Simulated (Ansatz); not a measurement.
**Equilibrium of CH3Br + C2H8OSi ⇌ CH4O + C2H7BrSi at process temperatures**

Species: CH3Br (bromomethane) `CBr`, singlet; C2H8OSi `CC[SiH2]O`, singlet; CH4O (methanol) `CO`, singlet; C2H7BrSi `CC[SiH2]Br`, singlet. The partners trade Br for OH: C–Br and Si–OH bonds give way to C–OH and Si–Br.

The electronic reaction energy at CCSD(T)/def2-TZVPP is +34.3 kJ/mol. Shapes: PBE0-D4/def2-TZVP. Flexible molecules stand in one conformer, not always the lowest. Programs: Ansatz 0.2.0. Enthalpy and entropy come from rigid-rotor, harmonic-oscillator sums on unscaled PBE0-D4/def2-TZVP wavenumbers, ideal gases at 1 bar; R ln 2 is added for the mirror twin of the chiral shape of C2H8OSi. Symmetry numbers: CH3Br 3, C2H8OSi 1, CH4O 1, C2H7BrSi 1. R = 8.3145 J/(mol K).

```
T (K)  ΔH (kJ/mol)  ΔS (J/(mol K))
  600        +37.2            -2.2
  800        +36.5            -3.3
 1000            ?               ?
```

Q: Work out ln K at 600 and 800 K, and from these estimate it at 1000 K.

A: 
1. 600 K: ΔG = +37.2 − 600 × (-2.2)/1000 = +38.5 kJ/mol; ln K = −ΔG/RT = -7.72.
2. 800 K: ΔG = +36.5 − 800 × (-3.3)/1000 = +39.1 kJ/mol; ln K = −ΔG/RT = -5.88.
3. Slope against 1000/T: (-5.88 − (-7.72))/(1.2500 − 1.6667) = -4.42, that is −ΔH/R with ΔH near +37 kJ/mol.
4. 1000 K: ln K = -7.72 + (-4.42) × (1.0000 − 1.6667) = -4.77.

The full sums give ΔH = +35.9 kJ/mol, ΔS = -3.9 J/(mol K), ΔG = +39.8 kJ/mol and ln K = -4.79 at 1000 K, so the line is off by +0.02 in ln K; without rounding the miss is +0.02, from the change of ΔH with temperature. The reactants are favoured over this whole range. An error of 10 kJ/mol in the energy moves ln K by 1.2 at 1000 K. Soft modes are treated as harmonic, which can err either way at these temperatures; the lowest are those of C2H8OSi (87 cm⁻¹), C2H7BrSi (69 cm⁻¹). Other conformers aren't counted. Relativity is left out for Br. Outer-core shells of Br are correlated, in sets that cover them unevenly.

The exchange is uphill because silicon gains more than carbon does from having oxygen in place of bromine. Silicon is the more electropositive centre, so its bond to oxygen is strongly polar, and donation from the oxygen lone pairs into σ* orbitals at silicon probably adds to the preference. The Si–Br bond is also polar, but it doesn't make up for the loss of Si–OH.

With two molecules on each side, little entropy is released, and its small negative change slightly opposes the products. Heating therefore makes ln K less negative only by diluting the enthalpy penalty over a larger RT; ΔG itself rises from +38.5 to +39.8 kJ/mol. As long as ΔS stays negative and ΔH positive, no temperature will tip the balance towards methanol and the bromosilane. The numbers describe this exchange alone: in a real mixture, condensation of the silanol to a siloxane, or methanolysis of the bromosilane to a methoxysilane and HBr, could determine the composition instead.
